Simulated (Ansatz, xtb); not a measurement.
BH5NSiZn+: which of two structures lies lower

Structure a: a singlet given by its coordinates. Structure b: a singlet given by its coordinates. Both are isolated ions in the gas phase, relaxed with B3LYP-D3(BJ)/def2-SVP.

a (Å):

```yaml
atoms:
  - { symbol: B, position_ang: [0.1567, 0.3865, 0.0810] }
  - { symbol: N, position_ang: [0.5079, -0.1327, 1.3075] }
  - { symbol: Si, position_ang: [-0.7185, -0.7683, -1.3319] }
  - { symbol: Zn, position_ang: [-2.9700, 0.3280, -1.4081] }
  - { symbol: H, position_ang: [0.3516, 1.5390, -0.1974] }
  - { symbol: H, position_ang: [0.9734, 0.4356, 2.0129] }
  - { symbol: H, position_ang: [0.3796, -1.0960, 1.6039] }
  - { symbol: H, position_ang: [-1.1493, -2.1701, -1.0736] }
  - { symbol: H, position_ang: [-0.3887, -0.5507, -2.7653] }
```

Close contacts (Å): B1–N2 1.38, B1–Si3 2.02, Si3–Zn4 2.51, B1–H5 1.20, N2–H6 1.02, N2–H7 1.02, Si3–H8 1.49, Si3–H9 1.49.

b (Å):

```
atom    x (Å)    y (Å)    z (Å)
   B  -1.7506  -0.2983   0.3257
   N  -0.7694  -0.5885  -0.6259
  Si   0.9869  -0.4202  -0.5213
  Zn   0.6700   0.4117   1.7311
   H  -2.9258  -0.4458   0.1630
   H  -1.3753   0.1481   1.4285
   H  -1.1313  -0.9526  -1.5136
   H   1.7221  -1.7052  -0.5304
   H   1.5523   0.6184  -1.4122
```

Close contacts (Å): B1–N2 1.40, N2–Si3 1.77, Si3–Zn4 2.42, B1–H5 1.20, B1–H6 1.25, N2–H7 1.03, Si3–H8 1.48, Si3–H9 1.48, Zn4–H6 2.08.

Energies in hartree; the thermal terms are from B3LYP-D3(BJ)/def2-SVP harmonic frequencies (ideal gas, rigid rotor, one conformer each, 298.15 K, 1 atm) and include the zero-point energy:

|  | a | b |
| --- | --- | --- |
| E, CCSD(T)/def2-SVP | −2148.922183 | −2148.923437 |
| E, MP2/def2-SVP | −2148.880137 | −2148.885002 |
| E, MP2/def2-TZVPP | −2149.857650 | −2149.864106 |
| zero-point energy | 0.057522 | 0.055330 |
| H(298 K) − E | 0.065180 | 0.062421 |
| G(298 K) − E | 0.025509 | 0.024868 |

Task: Correct the CCSD(T) difference for the basis set by the MP2 change, then work out ΔE, ΔE₀, ΔH and ΔG for a → b in kcal/mol (1 Eh = 627.51 kcal/mol) and the equilibrium ratio [b]/[a].

Result: 1. Differences b − a: CCSD(T) −0.001254, MP2 in the small set −0.004865, MP2 in the large set −0.006456 Eh.
2. ΔE = −0.001254 + (−0.006456 − (−0.004865)) = −0.002845 Eh = −1.79 kcal/mol.
3. ΔE₀ = ΔE + ΔZPE = −0.002845 + (−0.002192) Eh = −3.16 kcal/mol.
4. ΔH = ΔE + (−0.002759) Eh = −3.52 kcal/mol.
5. ΔG = ΔE + (−0.000641) Eh = −2.19 kcal/mol, so ΔS = (ΔH − ΔG)/T = −18.7 J/(mol K).
6. kT = 0.9442 mEh, so K = [b]/[a] = exp(−ΔG/kT) = exp(+3.69) ≈ 40.

The sums favour b, but ΔE leans on the basis-set step (CCSD(T) alone has the other sign or is under 1 kcal/mol), so the order isn't settled. An error of 1 kcal/mol in ΔG would change K by a factor of 5.4. r2SCAN-D4/def2-SVP gave ΔE the other sign. Mirror images and further conformers aren't counted.

Other levels gave ΔE = −15.4 (GFN2-xTB); −6.4 (HF/STO-3G, GFN2-xTB geometries); +0.8 (r2SCAN-D4/def2-SVP, GFN2-xTB geometries); +0.3 (B3LYP-D3(BJ)/def2-SVP); −2.8 (HF/def2-SVP); −3.1 (MP2/def2-SVP); −0.8 (CCSD(T)/def2-SVP) kcal/mol. The correlated steps freeze 12 core orbitals; the last core shell of Zn is correlated, in a basis made for valence electrons. Programs: Ansatz 0.2.0, xtb 6.7.1.

The two ions are nearly isoenergetic, with a slight lean towards b, because the rearrangement trades one set of bonds for another of similar total strength. In a, silicon sits on boron and nitrogen carries two hydrogens. In b, nitrogen links boron and silicon, so a strong, polar Si–N bond replaces the weaker B–Si bond, at the cost of exchanging an N–H bond for a weaker B–H bond. The short B–N distances suggest that π donation from nitrogen to boron survives in both.

The electron-poor zinc in b probably gains a little more from a weak B–H···Zn contact, in line with the slightly stretched B–H bond. The lower zero-point energy of b fits the replacement of a stiff N–H stretch by a softer B–H one, while the entropy works against b, probably because the contact restrains the chain's floppy motions. Since interconversion requires both hydrogen and the silyl group to migrate, the computed ratio says nothing about whether equilibrium would be reached in the gas phase.
